The row that looks wrong is $N = 37$. Spherical jellium has closed shells at 34 and 40 electrons, and a cluster halfway between them has no closed shell to stabilise it. Yet its second energy difference is $+0.277$ eV, while its neighbours have $-0.064$ and $-0.071$ eV. In these spin-polarised LDA results it behaves like a weaker copy of the magic cluster 34.

Spherical jellium clusters of N electrons, computed with radks and Libxc in spin-polarised Kohn-Sham LDA (PW92), with m-averaged shells filled by a greedy search. The uniform background has charge N and radius rs N^(1/3), with rs = 2.61 bohr, and is unchanged in the ions. Levels are named by radial order; the second difference is E(N+1)+E(N-1)-2E(N) for neutral clusters.

| electrons | energy per electron (eV) | ionisation energy (eV) | electron affinity (eV) | second energy difference (eV) | unpaired electrons | highest level |
| --- | --- | --- | --- | --- | --- | --- |
| 32 | -1.2886 | 5.01344 | 2.2310 | -0.13723 | 2 | 1f down |
| 33 | -1.3067 | 5.12554 | 2.3561 | -0.12861 | 1 | 1f down |
| 34 | -1.3276 | 5.22914 | 1.9112 | 0.52248 | 0 | 1f up |
| 35 | -1.3324 | 4.68181 | 2.0537 | -0.073752 | 1 | 2p up |
| 36 | -1.3390 | 4.79517 | 2.1798 | -0.063602 | 2 | 2p up |
| 37 | -1.3469 | 4.89362 | 1.9825 | 0.27714 | 3 | 2p up |
| 38 | -1.3471 | 4.64805 | 2.1250 | -0.070972 | 2 | 2p down |
| 39 | -1.3491 | 4.76537 | 2.2520 | -0.061968 | 1 | 2p down |
| 40 | -1.3526 | 4.86854 | 1.4489 | n/a | 0 | 2p up |

Here $N$ is the number of electrons and $E(N)$ the total energy of the neutral cluster. The second difference is $\Delta_2 = E(N+1) + E(N-1) - 2E(N)$, positive when two clusters of size $N$ lie below one larger and one smaller. $I$ and $A$ are the ionisation energy and electron affinity at fixed background, and $m$ is the number of unpaired electrons. A level name gives the radial order and the angular momentum $l$, and each spin holds $2l+1$ electrons. Rows 32 and 33 have two holes and one hole in 1f down, 34 closes 1f, 35 to 37 fill 2p up and 38 to 40 fill 2p down. The word "up" in the closed rows 34 and 40 is only a label.

Two smooth models say what a cluster without shells would do. A liquid drop has $E = N e_\mathrm{bulk} + bN^{2/3}$, and differentiating twice gives $\Delta_2 = -\tfrac{2}{9}\,bN^{-4/3}$. With a rough bulk energy and $b$ fitted to all nine energies per electron, this is below 0.001 eV in size, and the fitted $b$, which soaks up shell energy, serves only to bound it. All eight second differences are far larger, so the whole column is shell structure, the negative entries included. The second model is a conducting sphere. Charge $q$ on a sphere of effective radius $R+\delta$, with $R = r_s N^{1/3}$, costs $q^2/2(R+\delta)$, so removing one electron and adding one gives $I - A = e^2/(R+\delta)$. The length $\delta$ allows for electrons spilling beyond the background. Fitted to rows 32, 33, 35, 36, 38 and 39, in which the added electron joins a partly filled spin subshell, it is about 1.7 bohr, and these rows are met within 0.08 eV. The three rows left out of the fit lie above the curve by 0.65 eV (34), 0.30 eV (37) and 0.87 eV (40). The residuals of these and the later fits are in the printed output after this text.

The sphere is a coarse ruler. It falls by 0.145 eV from 32 to 39 where the table falls by 0.269 eV, and it runs below the 1f rows and above the fitted 2p rows. The simple idea that a more compact orbital has the larger charging energy fails here: in the $N = 35$ run the mean radius of 2p up is 6.73 bohr and that of 1f up 7.36 bohr, yet the 2p rows have the smaller $I - A$. Neighbouring rows are a finer ruler. Against the mean of its two neighbours, row 34 stands out by 0.62 eV and row 37 by 0.34 eV, and $\Delta_2$ and $I - A$ give the same two sizes.

That agreement has a reason. A neutral cluster can be grown in two steps: add one unit of background charge at a cost $B(N)$, then add the electron, which returns $I(N+1)$. So $E(N+1) - E(N) = B(N) - I(N+1)$, and exactly

$$\Delta_2(N) = I(N) - I(N+1) + [B(N) - B(N-1)].$$

The table fixes the bracket by subtraction. It is $-0.025$ eV in rows 32 to 34 and between $+0.03$ and $+0.05$ eV in rows 35 to 39, with no peak at 34 or 37. The peaks of $\Delta_2$ are therefore drops of the ionisation energy: they occur when the next electron has to enter a less strongly bound level. The charging energy of about 2.6 eV, which dominates $I - A$, cancels because all three clusters are neutral.

At 34 the next level belongs to a new shell. The ionisation energy falls from 5.229 to 4.682 eV as the outermost electron changes from 1f to 2p. The levels computed for $N = 35$ put 1f down at $-3.981$ eV and 2p up at $-3.348$ eV, a gap of 0.63 eV, against the break of 0.62 eV. The closeness is partly luck, because those levels belong to a cluster whose 2p up level is already lowered by its own spin, and the gap between spin-averaged levels is 0.71 eV. The cause, closure of a shell, is standard, and the size agrees within about 0.1 eV.

At 37 the next level is the other spin of the same shell, and the gap is made by exchange. Local exchange goes as $-(n_\uparrow^{4/3} + n_\downarrow^{4/3})$ in the spin densities. At fixed total density the term linear in $n_\uparrow - n_\downarrow$ vanishes and the quadratic term is negative, so for weak polarisation carried by one shell the energy gain is $-Jm^2/4$, with a constant $J$ that includes the opposing effect of correlation. This is Hund's first rule in its simplest form. Differentiating with respect to the occupations shifts the up level by $-Jm/2$ and the down level by $+Jm/2$, a splitting of $Jm$. Where $m$ runs through $m-1,\ m,\ m+1$ or the reverse, the second difference of $m^2$ is 2, so $\Delta_2 = -J/2$: each electron added to a spin subshell is bound more strongly than the one before. Where $m$ turns round, the sign changes.

The $N = 35$ cluster has $m = 1$, so its 2p splitting gives $J = -3.224 - (-3.348) = 0.124$ eV with nothing fitted. Around 37 the spins are 2, 3, 2, and

$$\Delta_2(37) = -\frac{J}{4}\left(2^2 + 2^2 - 2\cdot 3^2\right) = \frac{5J}{2} = 0.310\ \text{eV}.$$

The table has 0.277 eV, so the estimate is high by 0.033 eV, 12 % of the table value. For rows 35, 36, 38 and 39 the model gives $-J/2 = -0.062$ eV against $-0.062$ to $-0.074$ eV, and the break $5J/2 + J/2 = 3J$ comes out as 0.37 eV against 0.34 eV. One number thus accounts for both the peak and most of the negative values beside it. Fitting $J$ instead, with an offset to $\Delta_2$ of rows 35 to 39 and with a straight line in $N$ to $I$ of rows 35 to 40 and to $A$ of rows 34 to 39, gives 0.11 to 0.12 eV. Residuals of about 0.005 eV remain, well above the printed precision, as a slight curvature within each subshell. These fits are not independent of one another, since the identity above ties $\Delta_2$ to $I$, and they assume that the ions fill their levels as the neutral clusters do. Spin-dependent exchange is also built into the functional, so the agreement shows that the quadratic form describes the calculation, and says nothing about whether a real cluster has this spin.

It probably would not. The calculation spreads each electron evenly over the three 2p orbitals and keeps the background spherical. A real open-shell cluster can deform, which splits the orbitals, lets electrons pair in the lower ones, tends to quench the spin and favours odd-even alternation. Row 37 is a true feature of the spherical model and should not be read as a magic number. The near stall of the energy per electron from 37 to 38 is the same feature seen in another column, though the remaining difference of 0.0002 eV is at print precision. The negative second differences are exposed in the same way, since deformation lowers open-shell clusters and leaves closed ones alone. The filling comes from a greedy search as well: the levels at $N = 35$ show no empty level below a filled one, but that check covers one row.

Row 40 closes 2p, and its break is the largest of the three. It has the largest $I - A$ of the table, 3.42 eV, and its affinity drops by 0.80 eV from row 39 where the two previous steps rose by 0.14 and 0.13 eV. Against a line through rows 38 and 39 the break in $I - A$ is 0.92 eV; the same one-sided measure gives 0.56 eV at 34, a little under the two-sided value, and the ratio is 1.6. If $\Delta_2$ and $I-A$ agree here as they do at 34 and 37, the ionisation energy at 41 should fall by several tenths of an eV as the 1g shell opens. The counting also extends to other shells. With $g = 2l+1$ orbitals, $m$ runs $g-1,\ g,\ g-1$ at half filling and the break is $gJ$, the exchange splitting of the half-filled shell. If the order of filling holds, the spherical model should show such peaks at $34 - 7 = 27$ for 1f and at $40 + 9 = 49$ for 1g, each with its own $J$.

Two features resist this picture. The 1f rows 32 and 33 have a mean $\Delta_2$ of $-0.133$ eV, twice the $-0.068$ eV of the four partly filled 2p rows other than 37, and two rows cannot divide this between exchange and a sinking of the level as the cluster grows. The ionisation energy rises by about 0.1 eV per electron within both shells, so the difference sits in the bracket of the identity. And the gap from 2p down to 1g up is 1.35 eV at $N = 35$, while the break at 40 is only 0.68 of that (0.64 of the wider spin-averaged gap, the fairer yardstick for a closed cluster). Levels in a box scale as $1/R^2$, which shrinks the 1.35 eV gap by $(35/40)^{2/3} = 0.915$ to 1.24 eV and explains about a quarter of the shortfall. One guess fits the gaps: while 2p is being filled, 1f and 1g sink faster than 2p, by something of the order of 0.1 eV per electron, in part because an added electron pushes up most the orbitals it overlaps most. That would make the 1f–2p gap wider at 35 than at 34 and narrow the 2p–1g gap by 40. Such a drift depends on which shell is filling, so it need not continue while 1f fills and does not explain the 1f curvature. For that curvature the table offers a separate clue. At a fixed number of electrons, one more unit of background binds the outermost electron more strongly by $I(N+1)-A(N)$. This is 2.87 eV for the 1f electron of 34 and 2.77 eV for the 2p electron of 35, a step several times larger than between neighbours within one subshell. Background added at the edge lowers the potential uniformly inside $R$ and less outside, so the more weakly bound 2p electron, with its longer tail, gains less. This quantity enters the bracket of the identity with a minus sign, so the step is largely the jump of the bracket seen again and not independent evidence. How much of this advantage the repulsion between the electrons takes back is left open, and the level spectra of 34 and 40 set beside that of 35 would show the net drift.

The analysis program printed:

```
D2 from rounded totals vs column: max dev 0.0028 eV, floor 0.0078 eV; IP-EA floor 0.0001 eV
liquid drop: e_bulk -1.45 eV (rough), b 0.39 eV, D2 model -0.0009 to -0.0006 eV
charging fit: delta 1.74 bohr, rms 0.056 eV, worst fitted 0.077 eV
bare e2/R 3.28 to 3.05 eV; fall 32->39: model 0.145, table 0.269 eV
N level m | IP-EA model resid | D2 IP(N)-IP(N+1) remainder | EA step (eV; * = not fitted)
32  1f down 2 | 2.782 2.715 +0.067 | -0.137 -0.112 -0.025 | +nan
33  1f down 1 | 2.769 2.692 +0.077 | -0.129 -0.104 -0.025 | +0.125
34* 1f up   0 | 3.318 2.670 +0.648 | +0.522 +0.547 -0.025 | -0.445
35  2p up   1 | 2.628 2.649 -0.021 | -0.074 -0.113 +0.040 | +0.143
36  2p up   2 | 2.615 2.628 -0.013 | -0.064 -0.098 +0.035 | +0.126
37* 2p up   3 | 2.911 2.608 +0.303 | +0.277 +0.246 +0.032 | -0.197
38  2p down 2 | 2.523 2.589 -0.066 | -0.071 -0.117 +0.046 | +0.143
39  2p down 1 | 2.513 2.570 -0.057 | -0.062 -0.103 +0.041 | +0.127
40* 2p up   0 | 3.420 2.552 +0.867 | +nan +nan +nan | -0.803
breaks (eV): against mean of both neighbours, and against line through two rows below
N=34: one-sided IP-EA 0.562, EA shortfall 0.570; two-sided D2 0.624, IP-EA 0.619
N=37: one-sided IP-EA 0.308, EA shortfall 0.323; two-sided D2 0.344, IP-EA 0.342
N=40: one-sided IP-EA 0.916, EA shortfall 0.930
ratio of one-sided breaks 40/34 1.63, 37/34 0.55
n35 gaps: 1f dn-2p up 0.633, spin-averaged 0.713, 2p dn-1g up 1.353 eV, ratio 2.14
N=40 break / n35 2p-1g gap 0.68; n35 spin splitting 2p 0.124, 1f 0.037 eV
no-fit exchange, J=0.124: -J/2 -0.062, 5J/2 0.310, break 3J 0.372 eV
  D2 - model, N=35..39: [-0.012 -0.002 -0.033 -0.009  0.   ] eV
D2 35..39 (J, offset): J 0.115 eV (-7% vs n35), other [-0.01]
  residuals [-0.0062  0.004   0.     -0.0034  0.0056] max 0.0062 eV
IP 35..40 (J, mean, slope/electron): J 0.118 eV (-5% vs n35), other [4.775 0.049]
  residuals [-0.0003  0.005  -0.0047 -0.0045  0.0047 -0.0002] max 0.0050 eV
EA 34..39 (J, mean, slope/electron): J 0.111 eV (-11% vs n35), other [2.084 0.079]
  residuals [-0.0025  0.0055 -0.003  -0.0028  0.0052 -0.0024] max 0.0055 eV
mean D2 partly filled: 1f -0.133, 2p -0.068 eV, ratio 1.97
IP-EA change 33->35: table -0.141, charging model -0.043 eV
IP-EA change 36->38: table -0.092, charging model -0.039 eV
energy per electron 38 minus 37: -0.0002 eV (floor 0.0001 eV)
```
